Centre-of-gravity rule: the isolated-multiplet assumption, tested on Cr³⁺ in ruby

The rule

Let H = H₀ + V, let P project on a degenerate level E₀ of H₀, and Q = 1 − P. The first-order shifts are the eigenvalues of PVP, so they sum to Tr(PVP) in any orthonormal basis of P. For a tensor component T(k,q) on a complete multiplet L, the Wigner–Eckart theorem leaves only q = 0 on the diagonal, and Σ_M (−1)^(L−M) (L k L; −M 0 M) = √(2L+1) δ(k,0). The trace vanishes for k > 0. Hence 2(+6Dq) + 3(−4Dq) = 0 for the rank-4 octahedral field on a d shell. A L·S is a scalar in J but has rank 1 in L and in S, so Σ_J (2J+1) ΔE_J = 0 over a full LS term.

Where the assumption enters

Eliminating the Q components from Hψ = Eψ gives exactly

H_eff(E) = PHP + PVQ (E − QHQ)⁻¹ QVP.

The rule keeps PHP only, which assumes the multiplet is far from everything V couples it to. Replacing E − QHQ by E₀ − QH₀Q gives the first correction:

Tr H_eff⁽²⁾ = −Σ_(a in P) Σ_(n in Q) |V_na|² / (E_n − E₀).

A product of two rank-k tensors contains rank 0, so this trace survives. It is negative when all coupled states lie above.

The d³ quartets

Take H₀ as the free-ion Hamiltonian, P = ⁴F at zero energy, Q = ⁴P at Δ = 15B (Racah B), V the octahedral field. At M_S = 3/2 there are ten determinants: t₂³ at −12Dq (A₂), t₂²e at −2Dq (T₁ + T₂), t₂e² at +8Dq (T₁). Also ⁴F = A₂ + T₂ + T₁ and ⁴P = T₁. A₂ and T₂ occur once, so −12Dq and −2Dq hold to all orders. In the T₁ block V has eigenvalues −2Dq and +8Dq. Its ⁴P diagonal element is zero, since rank 4 cannot act within L = 1. The trace then fixes the ⁴F element at 6Dq, and the determinant, −16Dq², fixes the coupling at 4Dq in magnitude:

H(T₁) = [[6Dq, 4Dq], [4Dq, Δ]].

First order obeys the rule: −12 + 3(−2) + 3(6) = 0. The lower root is

E₋ = (Δ + 6Dq)/2 − ½√[(Δ − 6Dq)² + 64Dq²] = 6Dq − 16Dq²/Δ − 96Dq³/Δ² − …

Only three of the seven orbital states move, so the ⁴F centre shifts by δ = (3/7)(E₋ − 6Dq), with leading term

δ⁽²⁾ = −(48/7)Dq²/Δ = −16Dq²/(35B).

The square root has branch points at Dq = Δ(6 ± 8i)/100, so the series converges only for 10Dq < 15B.

Size in ruby

Energies are in 10³ cm⁻¹. Typical inputs: Dq = 1.80, B = 0.65. Then Δ = 9.75, 4Dq = 7.20 and 10Dq/15B = 1.85, outside the radius of convergence.

order included      shift of T₁      δ
first               0                0
through second      −5.32            −2.28
through third       −11.21           −4.80
exact 2×2 root      −7.74            −3.32

The third-order term, −5.89, exceeds the second-order one. The model's centre shift is about −3.3, or 0.18 of 10Dq; an assumed B = 0.70 gives −3.15. The lower T₁ has E₋ = 3.06 and only 46 % ⁴F weight, so its label means continuity from Dq = 0. It lies 24.7 above ⁴A₂, against 18Dq = 32.4 at first order. The inputs were chosen to reproduce the typical ruby bands near 18 and 25, from which such Dq and B are fitted, so this is no test of the model.

The trigonal field of the C₃ site (typical v ≈ 0.8) is traceless on each complete cubic level and enters δ only quadratically, of order v²/Δ ≈ 0.07. Spin–orbit coupling (typical ζ ≈ 0.2) also enters quadratically and is smaller.

Working practice

Enlarge P to ⁴F + ⁴P. The upper root, 17.49, rises by the 7.74 that the lower one falls, and the ten quartet energies sum to 3Δ for any Dq. Use the rule as a check on a space closed under V, not on ⁴F alone.